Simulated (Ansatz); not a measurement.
## Ta: the change of energy above lowest point with volume scale

All results are calculated (Ansatz 0.2.0). Free energy against uniform scaling of the volume at fixed shape and fractions; periodic cell, basis, potentials, k mesh and filling as listed.

The cell before it is scaled or strained (space group Im-3m, No. 229):
```
Ta
1.0
     -1.6513     1.6513     1.6513
      1.6513    -1.6513     1.6513
      1.6513     1.6513    -1.6513
Ta
1
Direct
  0.00000 0.00000 0.00000
```

Settings of every row: functional PBEsol; dispersion none; potentials all-electron LAPW; k mesh 12x12x12; k shift 0x0x0; occupations fermi dirac; smearing width 0.05 eV; spin none.

Limits: coarse k mesh, up to 40 meV an atom off; no spin-orbit coupling, which can matter with elements this heavy.

| row | volume scale | V (Å³/atom) | energy above lowest point (meV/atom) |
| --- | --- | --- | --- |
| 1 | 0.92 | 16.57 | 36.1 |
| 2 | 0.96 | 17.291 | 0 |
| 3 | 1 | 18.011 | ? |
| 4 | 1.04 | 18.731 | 40.2 |
| 5 | 1.08 | 19.452 | 102.9 |

Question: what energy above lowest point should row 3 give?

Worked fit of energy above lowest point. Take u = (V_r/V)^(2/3) − 1 with V_r = 18.011 Å³ an atom, which is twice the finite (Eulerian) strain; such expansions in the strain, on which the Birch-Murnaghan equation of state is built, carry the rest volume and the bulk modulus. The shown rows have u = 0.05717, 0.02757, -0.02579, -0.05002. Least squares give energy above lowest point = 3.9 − 793.4 × u + 23722 × u² meV/atom; a straight line predicts inner rows, each left out in turn, worse (root mean square 39 against 0.15 meV/atom). The rows lie off it by 0.0, -0.1, 0.1, 0.0. Its lowest point lies at u = 0.0167, or V = 17.57 Å³ an atom, and the curvature there gives the bulk modulus at fixed shape and fractions, B = (4/9)(1 + u)² E″(u)/V = 199 GPa. The withheld row has u = 0, so the fit gives 3.9 − 793.4 × (0) + 23722 × (0)² = 3.9 meV/atom.

The calculation gave 4 meV/atom. The fit lies 0.1 meV/atom (2.5 % of the value, 0.097 % of the column's range) below it, one unit of the last digit.
